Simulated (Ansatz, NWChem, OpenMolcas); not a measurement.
# Computed against measured: dipole moment

10 molecules; the dipole moment in D, computed less measured. Shapes, held fixed at every level: PBE0-D4/def2-TZVP. No vibrational averaging. Dipoles are compared by magnitude; molecules under 1 D, whose direction can flip, are left out. Programs: Ansatz 0.2.0, NWChem 7.3.0, OpenMolcas 26.06. A level may come from different programs for different species; with the same settings they agree closely. Measured values: NIST CCCBDB.

Levels: A = SVWN5/aug-cc-pVDZ; B = TPSS/aug-cc-pVDZ; C = M06-2X/aug-cc-pVDZ; D = PBE0/aug-cc-pVDZ.

```csv
molecule,measured,A,B,C,D
C2H2O (ethenone),1.42,+0.04,-0.03,+0.10,+0.07
CH2Cl2 (dichloromethane),1.60,+0.03,+0.05,+0.10,+0.08
CH2ClF (chlorofluoromethane),1.82,-0.06,-0.04,+0.05,+0.01
CH2F2 (difluoromethane),1.97,-0.14,-0.14,0.00,-0.07
SiH3Cl (chlorosilane),1.31,+0.05,+0.01,+0.16,+0.08
C2H2F2 (vinylidene fluoride),1.38,-0.23,-0.23,-0.05,-0.14
C2H3Br (vinyl bromide),1.42,-0.03,+0.03,+0.14,+0.07
C2H3FO (acetyl fluoride),2.96,0.00,-0.08,+0.06,+0.03
CH5N (methylamine),1.31,-0.01,-0.05,0.00,-0.01
C2H5N (N-methylmethanimine),1.53,-0.08,-0.09,+0.02,-0.01
```

Q: Which level does best on this set, which worst, and which err to one side?

A: 
```
             level           kind  mean error  mean absolute error  worst case
 SVWN5/aug-cc-pVDZ            LDA      -0.043                0.067      C2H2F2
  TPSS/aug-cc-pVDZ       meta-GGA      -0.057                0.075      C2H2F2
M06-2X/aug-cc-pVDZ  global hybrid      +0.058                0.068      SiH3Cl
  PBE0/aug-cc-pVDZ  global hybrid      +0.011                0.057      C2H2F2
```

On this set PBE0/aug-cc-pVDZ has the smallest mean absolute error and TPSS/aug-cc-pVDZ the largest. Without C2H2F2 the largest would be that of M06-2X/aug-cc-pVDZ. TPSS/aug-cc-pVDZ is too low in 7 of 10; M06-2X/aug-cc-pVDZ is too high in 7 of 10. The smallest two are near a tie. The largest two are near a tie. Relativity is left out for Br. The set is small.

M06-2X gives a larger dipole than PBE0, and PBE0 a larger one than TPSS, in every molecule. This order follows the share of exact exchange, which probably limits the over-delocalisation of charge that weakens bond polarity.

A second pattern is chemical. From dichloromethane through chlorofluoromethane to difluoromethane, the error moves downward at every level. All four levels keep the measured order of these dipoles but compress the differences. The dipole reflects a balance between σ withdrawal by the halogen and back-donation from its lone pairs, so a small imbalance in the description of C–F and C–Cl bonds can shift it. In vinylidene fluoride, donation into the C=C π system also opposes the σ polarity, and too much of it would lower the dipole, as seen at all levels. Fluorine alone does not fix the sign, however: acetyl fluoride comes out slightly too high with both hybrids.

PBE0's small mean error of +0.011 therefore owes much to cancellation between molecules, and does not show that it describes each kind of bond equally well.
